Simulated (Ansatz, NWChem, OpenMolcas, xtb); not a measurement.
# Errors in the dipole moment

8 molecules; the dipole moment in D, computed less measured. Shapes, held fixed at every level: PBE0-D4/def2-TZVP; PN at the measured bond length. No vibrational averaging. Dipoles are compared by magnitude; molecules under 1 D, whose direction can flip, are left out. Programs: Ansatz 0.2.0, NWChem 7.3.0, OpenMolcas 26.06, xtb 6.7.1. A level may come from different programs for different species; with the same settings they agree closely. Measured values: NIST CCCBDB.

Levels: A = GFN0-xTB; B = HF/def2-SVP; C = B3LYP/6-31G* (Cartesian functions); D = PBE0/def2-SVP.

| molecule | measured | A | B | C | D |
| --- | --- | --- | --- | --- | --- |
| HCl (SMILES Cl) | 1.08 | +0.09 | +0.33 | +0.38 | +0.29 |
| PN (phosphorus nitride) | 2.75 | +6.15 | +0.21 | -0.29 | -0.21 |
| H2O (SMILES O) | 1.85 | -0.01 | +0.28 | +0.22 | +0.15 |
| C3HN (cyanoacetylene) | 3.72 | +2.50 | +0.37 | +0.09 | +0.02 |
| C2H2F2 (vinylidene fluoride) | 1.38 | -0.71 | +0.08 | -0.43 | -0.31 |
| CH4O (SMILES CO) | 1.70 | -0.15 | +0.18 | -0.03 | -0.03 |
| C2H3F3 (SMILES CC(F)(F)F) | 2.32 | +0.22 | +0.26 | -0.31 | -0.11 |
| C3H6O (propylene oxide) | 2.01 | -0.30 | +0.37 | -0.08 | -0.04 |

Sum up the errors.


```tsv
level	kind	mean error	mean absolute error	worst case
GFN0-xTB	semi-empirical	+0.974	1.266	PN
HF/def2-SVP	Hartree–Fock	+0.260	0.260	C3HN
B3LYP/6-31G* (Cartesian functions)	global hybrid	-0.056	0.229	C2H2F2
PBE0/def2-SVP	global hybrid	-0.030	0.145	C2H2F2
```

On this set PBE0/def2-SVP has the smallest mean absolute error and GFN0-xTB the largest. HF/def2-SVP is too high in 8 of 8. The tabulated value of HCl is in doubt (older tables, estimates, or at odds with other calculations) and kept here. Over the 7 molecules whose values aren't doubted the mean absolute errors are A 1.434; B 0.250; C 0.207; D 0.124. The set is small.

GFN0-xTB's large average error comes mainly from PN and cyanoacetylene, whose dipoles it greatly exaggerates; elsewhere its errors are smaller and of mixed sign. Its atomic charges come from an electronegativity-equilibration model without self-consistent feedback from the density, so it probably misses the back-flow of charge that limits polarity in multiple bonds.

Hartree–Fock's uniform overestimate fits its known bias towards ionic charge distributions, which electron correlation normally reduces. In the same basis, PBE0 gives a smaller dipole for every molecule. This doesn't always help: for vinylidene fluoride the error goes from +0.08 to -0.31, which suggests that Hartree–Fock's close agreement there owes something to cancellation with the small basis. The lack of diffuse functions probably also contributes to the overestimate for water shared by Hartree–Fock and both hybrids.

PBE0's lead over B3LYP can't be credited to the functional alone, since the basis changes too, and the near-zero mean errors of both hybrids reflect cancellation between molecules rather than uniform accuracy.
